## When one plausible number hides a wrong method

The band gap of a crystal is the energy between its highest filled and its lowest empty electron level. The volume per atom is the volume at which the energy is lowest, and the bulk modulus measures how strongly the crystal resists uniform compression. For zinc-blende CdSe, all gaps were computed on one and the same cell, the one that the r2SCAN density functional prefers. Each volume, by contrast, is the one that the method itself prefers.

Bulk zinc-blende CdSe, computed with several programs and the methods named in the rows, without spin polarisation or spin-orbit coupling. Gaps are for the r2SCAN cell; volumes and bulk moduli are for each method's own energy minimum, the moduli at fixed cell shape. Coarse PBE settings are a 260 eV cutoff and a 4×4×4 k mesh; rows with 64 atoms use a periodic cluster.

| name | kind | band gap (eV) | volume per atom (Å³) | bulk modulus (GPa) | atoms computed |
| --- | --- | --- | --- | --- | --- |
| CdTeZnSeHgS0.sw | force field | n/a | 27.68 | 53.50 | 2 |
| CdTeSe.bop.table | force field | n/a | 27.60 | 55.90 | 2 |
| PBE coarse-settings | low cutoff and mesh | 0.550 | n/a | n/a | 2 |
| PM7 | semi-empirical | 4.250 | 31.30 | 98.90 | 64 |
| GFN1-xTB tblite | tight binding | 0.000 | 29.72 | 38.30 | 64 |
| PBE | semilocal | 0.555 | 29.74 | 44.80 | 2 |
| GFN2-xTB tblite | tight binding | 2.705 | 31.15 | 21.60 | 64 |
| PBE SZV | small basis | 0.794 | 31.39 | 44.40 | 2 |
| r2SCAN | semilocal | 1.037 | 28.87 | 51.60 | 2 |
| PM6 | semi-empirical | 2.356 | n/a | n/a | 64 |
| GLLB-SC | model potential | 1.389 | n/a | n/a | 2 |
| PBE DZVP | small basis | 0.551 | 30.22 | 44.20 | 2 |

The three quantities probe different parts of a method. The volume tells where the energy curve has its minimum, and the modulus tells how sharply the curve bends there. Both depend on the total energy of the crystal, while the gap depends only on the few levels at the edge between filled and empty. A method can therefore get one of the three right and another badly wrong.

### A plausible volume with a false zero gap

GFN1-xTB, a tight-binding method with parameters fitted to molecules, shows this most plainly. Its volume agrees with that of the PBE functional to within 0.1%, yet its gap is zero. Real CdSe is a semiconductor with a clear gap, so this zero is false. A user who had checked only the lattice would have seen no sign of trouble.

The zero itself holds a clue. In the same calculation the highest filled and the lowest empty level coincide to about 10⁻¹² eV, far too closely for an accident. Such equality is typical of a set of levels that symmetry forces to have the same energy and that is only partly filled. In zinc-blende CdSe the top of the filled levels is normally such a set, made of three levels, mostly of selenium p character. One possible reading is that a level that should be empty has dropped below this set and drawn electrons out of it. The output identifies neither the set nor the level, so this remains untested.

This reading would also explain why the volume need not suffer much. A single misplaced level holds two electrons, whereas the cluster of 64 atoms used here holds 256 valence electrons, eight for each of its 32 CdSe units. The energy curve is a sum over all of them and would barely notice. The gap notices at once, because it is defined by just those levels that changed places. The close match with PBE, whose own volume lies 3% above that of r2SCAN, may still be partly luck.

### A gap that depends on the version

The parametrised methods that do open a gap disagree about its size. PM6 and PM7 are close relatives, and both give the same kind of quantity, a Hartree-Fock orbital gap, but PM7 puts it 1.9 eV higher. GFN2-xTB gives 2.7 eV where its sister GFN1-xTB gives none. Both disagreements are at least as large as the measured gap, which is roughly 1.7 eV. When two versions of one method differ by as much as the quantity itself, the details of the version decide the answer, and a value that happens to lie near experiment deserves no trust.

Theory gives a reason why Hartree-Fock orbital gaps tend to be too wide. In that picture an added electron feels the full repulsion of all the others, which are not allowed to move aside. In a real solid they do move aside, and this screening lowers the energy of the added electron. PM6 and PM7 inherit the flaw from their framework, and their parameters then enlarge or reduce it.

The density functionals err in the opposite direction, and more regularly. The gap rises from 0.56 eV with PBE to 1.04 eV with r2SCAN and 1.39 eV with GLLB-SC, and so stays below experiment throughout. The gap between the levels of a simple functional such as PBE leaves out a jump in the potential that occurs when an electron is added to the solid. r2SCAN recovers a part of this jump. GLLB-SC is designed to supply an explicit estimate of it, though the table doesn't say whether the listed gap includes that estimate. Spin-orbit coupling, which these calculations omit, would lower the computed gaps by roughly 0.1 eV and so make the shortfall slightly worse.

A small basis can imitate such an improvement. PBE with the minimal SZV basis gives a gap 0.24 eV above that of PBE, which looks like a step towards experiment. The larger DZVP basis removes the gain completely, so it came from the basis and not from better physics. A minimal basis holds a single function for each valence orbital of the atoms. It describes the filled levels tolerably and the empty ones poorly, and a poorly described level lies too high.

### Separating a wrong length from a wrong stiffness

A modulus is harder to judge here than a gap. All gaps belong to one common cell, but each modulus belongs to the method's own volume and changes with it. Stretched bonds are softer, so a method that makes the crystal too large should also make it softer. The useful question is whether the error in volume accounts for the whole error in stiffness.

A simple model answers it. Suppose that a method's energy curve differs from the r2SCAN curve only by a term proportional to the volume, as if a constant extra pressure acted on the crystal. Such a term tilts the curve and shifts its minimum, but it doesn't bend it. The method's modulus is then the r2SCAN modulus taken at the new volume:

B = B₀ (V₀/V)^B′

Here B and V are the bulk modulus and volume of the method, and B₀ and V₀ are those of r2SCAN. The exponent B′ states how fast the modulus grows with pressure; for solids like this one it is roughly 4.5, a general value that was not adjusted to the table.

For PBE the volume ratio is 28.87/29.74, or 0.971. Raised to the power 4.5 this gives 0.875, and multiplied by 51.6 GPa it gives an expected modulus of 45 GPa. The table has 44.8 GPa. The longer bonds of PBE are thus enough to account for its lower modulus, and no separate error in stiffness is needed.

PM7 and GFN2-xTB fail the same test in opposite directions. Their volumes are nearly equal, about 8% above that of r2SCAN, so the model expects nearly equal moduli of about 36 GPa. PM7 gives 98.9 GPa and GFN2-xTB gives 21.6 GPa. Two crystals of the same size that differ more than fourfold in stiffness can't owe this to bond length; the bend of the energy curve itself is wrong. A plausible cause is that parameters chosen largely for molecules are little constrained by the squeezing of a solid in which every atom has four neighbours. An energy curve with a kink or with scatter could also yield a false modulus, and the table can't tell the two causes apart.

The test also exposes an agreement that is only apparent. PBE with the SZV basis has almost the same modulus as PBE, but at a volume 5.5% larger, where the crystal should be clearly softer. Its modulus is about a quarter above what the model expects. The likely cause is the stiffness of the basis: orbitals that can't change shape under compression leave the crystal fewer ways to lower its energy. Two errors, one in length and one in bending, then nearly cancel in the modulus.

As a forecast for all methods the model is poor. Over the eight other rows with a volume and a modulus, its typical miss is about 8 GPa, no better than assuming that every method has the r2SCAN modulus. Its value lies in the failures, since a large miss marks a curve with the wrong shape. Small misses should not be read this way. The two force fields come out 12 to 14% softer than expected, and part of that may lie in r2SCAN, which serves here as a common reference and not as the truth. The analysis printed below lists the comparison for each method.

### A good gap with a doubtful pressure

Coarse settings show a similar contrast within a single functional. With a low cutoff and a coarse mesh, the PBE gap changes by only 0.005 eV. The pressure on the common cell, however, is about 0.4 GPa higher than the volume and modulus of the PBE row imply, enough to shift the volume by nearly 1%. In the coarse calculation both edge levels belong to wave vector zero, a point that the coarse mesh still contains, and errors that the two levels share cancel in their difference. The pressure is the slope of the total energy against volume. It draws on the whole mesh and keeps every error that changes with volume, so a good gap can't vouch for it. What causes the excess is not settled here. A low cutoff by itself usually makes the computed pressure too low, not too high, so the coarse mesh, noise from the grid that carries the electron density, or other differences in setup between the two PBE calculations may lie behind it.

The practical rule is to test a cheap method on the very property for which it will be used. For a gap, compare it with a sister version of the method and, where the method allows it, with a larger basis. A large difference is a warning, but agreement is no proof: PBE keeps its gap of about 0.55 eV with the DZVP basis and with coarse settings, and that is only a third of the measured one. For a modulus, first ask what stiffness the method's own volume would lead to, and distrust the method if its value lies far from that.

Numerical output:

```
Volume and modulus against the shifted r2SCAN curve and gap against PBE:
                  row  volume above r2SCAN in %  expected modulus in GPa  computed over expected  same with derivative 4  same with derivative 5  gap less PBE gap in eV
      CdTeZnSeHgS0.sw                    -4.122                    62.36                  0.8579                  0.8762                    0.84                     n/a
     CdTeSe.bop.table                    -4.399                    63.18                  0.8848                  0.9049                  0.8651                     n/a
  PBE coarse-settings                       n/a                      n/a                     n/a                     n/a                     n/a                  -0.005
                  PM7                     8.417                    35.87                   2.757                   2.648                   2.871                   3.695
      GFN1-xTB tblite                     2.944                    45.28                  0.8458                  0.8336                  0.8581                  -0.555
                  PBE                     3.014                    45.15                  0.9923                  0.9777                   1.007                       0
      GFN2-xTB tblite                     7.897                    36.65                  0.5893                  0.5673                  0.6122                    2.15
              PBE SZV                     8.729                    35.41                   1.254                   1.203                   1.308                   0.239
               r2SCAN                         0                     51.6                       1                       1                       1                   0.482
                  PM6                       n/a                      n/a                     n/a                     n/a                     n/a                   1.801
              GLLB-SC                       n/a                      n/a                     n/a                     n/a                     n/a                   0.834
             PBE DZVP                     4.676                    42.01                   1.052                   1.028                   1.076                  -0.004
Median miss of the shifted curve without the reference row, GPa: 8.07
Median miss of a constant modulus without the reference row, GPa: 7.3
Volume of GFN1-xTB above PBE, %: -0.06725
Volume of GFN2-xTB above PBE, %: 4.741
Volume of PBE SZV above PBE, %: 5.548
Volume of PBE DZVP above PBE, %: 1.614
Gap of PM7 less gap of PM6, eV: 1.894
Modulus of PM7 over that of r2SCAN: 1.917
Modulus of GFN2-xTB over that of r2SCAN: 0.4186
Pressure expected for the sw force field, GPa: -2.052
Expected less computed pressure of the sw force field, GPa: 0.06891
Expected less computed pressure of the bop force field, GPa: -0.09553
Expected less computed pressure of GFN1-xTB, GPa: 0.001713
Pressure expected from the PBE row, GPa: 1.423
Pressure of coarse PBE above that expectation, GPa: 0.4217
Volume error that this excess pressure would cause, %: 0.9413
```
